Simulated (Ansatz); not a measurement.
Trial structures of Si₄Cl: starts and ends

Level of theory: Ansatz 0.2.0, DFT PBE, scalar-relativistic, plane waves, PAW. All cells share a 420 eV cutoff and Γ-centred k meshes spaced at most about 0.3 Å⁻¹ (about 0.25 or finer for metals, 2π included). No spin polarisation in the final relaxations.

Each guess was relaxed in cell and atoms at zero pressure, within the symmetry of its start. Temperature and zero-point effects are left out. Coordination counts Si atoms around Cl (those within 1.25 times the shortest such distance or 1.15 times the sum of covalent radii; the shortest distance is added where it is long for a bond).

```
guess    made from  start group  V start (Å³/atom)  end group  V end (Å³/atom)  coordination at the end  gap on mesh (eV)  E over the lowest end (meV/atom)
    1   Hg4Pt type        Im-3m               18.0      Im-3m             19.8          Cl 8 from 2.5 Å                 0                               713
    2  random cell       P6/mmm               21.5     P6/mmm             22.4                     Cl 2                 0                                 0
    3    PbF4 type       I4/mmm               16.8          ?                ?                        ?                 ?                                 ?
    4  random cell       P4/mmm               20.9     P4/mmm             22.4                     Cl 4                 0                               545
    5    Ni4N type        Pm-3m               18.2      Pm-3m             21.2                     Cl 6                 0                               953
    6   OsCl4 type         Cmmm               17.3       Cmmm             24.3                     Cl 2                 0                                27
```

Guess 3 as it starts:

```
Si Cl
1.0
    -2.22970    2.22970    4.21580
     2.22970   -2.22970    4.21580
     2.22970    2.22970   -4.21580
Si Cl
4 1
Direct
  0.24500 0.24500 0.00000
  0.75500 0.75500 0.00000
  0.50000 0.00000 0.50000
  0.00000 0.50000 0.50000
  0.00000 0.00000 0.00000
```

Question: Fill in the missing row: what does this guess relax into, and where does it rank?

Answer: It ends in space group I4/mmm (No. 139), with a = 4.711 Å, c = 10.312 Å, 22.9 Å³/atom and no gap. It lies 255 meV/atom over the lowest end, above guess 6 and below guess 4. Counting Si atoms around Cl, this end has Cl 4 and the lowest (guess 2) has Cl 2. The lowest (guess 2) holds Si–Si nets (shortest 2.41 Å); in this end the shortest Si–Si distance is 2.55 Å, near bonding range too.

Space group I4/mmm (No. 139). a = 4.711 Å, b = 4.711 Å, c = 10.312 Å, α = 90.00°, β = 90.00°, γ = 90.00°
```csv
atom,site,symmetry,x,y,z
Si,4e,4mm,0.0000,0.0000,0.3762
Si,4c,mmm.,0.0000,0.5000,0.0000
Cl,2a,4/mmm,0.0000,0.0000,0.0000
```

Energies over the elements count from the elements' standard structures at the same level (Cl₂ as a molecule), with no fitted energy shifts.

Question: Is the lowest end bound against the elements?

Answer: No: its formation energy is +0.39 eV/atom. It can't be a ground state, since the elements alone are lower.

Weakly bound directions are ill-defined at this level, which has no dispersion term (Cmmm, I4/mmm), and this can change margins and order among such cells. A magnetic state wasn't ruled out in cells without spin, among them P6/mmm, Cmmm, I4/mmm, P4/mmm, Im-3m and others. Cells relaxed within their symmetry can be saddle points. A lower structure may well exist outside this small set. Some candidate types were left out of the draw beforehand, so a known form may be missing.

The low-energy ends are those in which chlorine has few silicon neighbours: both two-coordinate cells lie below both four-coordinate ones, and the six- and eight-coordinate cells lie higher still. The order breaks at the top, where Cl 8 falls below Cl 6, so coordination alone doesn't set the energy. Chlorine needs only one electron to close its shell and normally forms a single, terminal bond to silicon. Crowding it with silicon spreads that bonding over several weaker contacts, and probably also keeps silicon from its preferred tetrahedral sp³ network.

That loss of Si–Si bonding likely explains why even the best end is unbound at +0.39 eV/atom, although Si–Cl bonds are strong. The missing gap in the I4/mmm end is no sign of robust metallicity: its primitive cell holds one formula unit with an odd electron count, so without spin a band must stay partly filled. The elements are also a lenient reference, since silicon and molecular SiCl₄ would be the natural decomposition products and set a stricter limit.
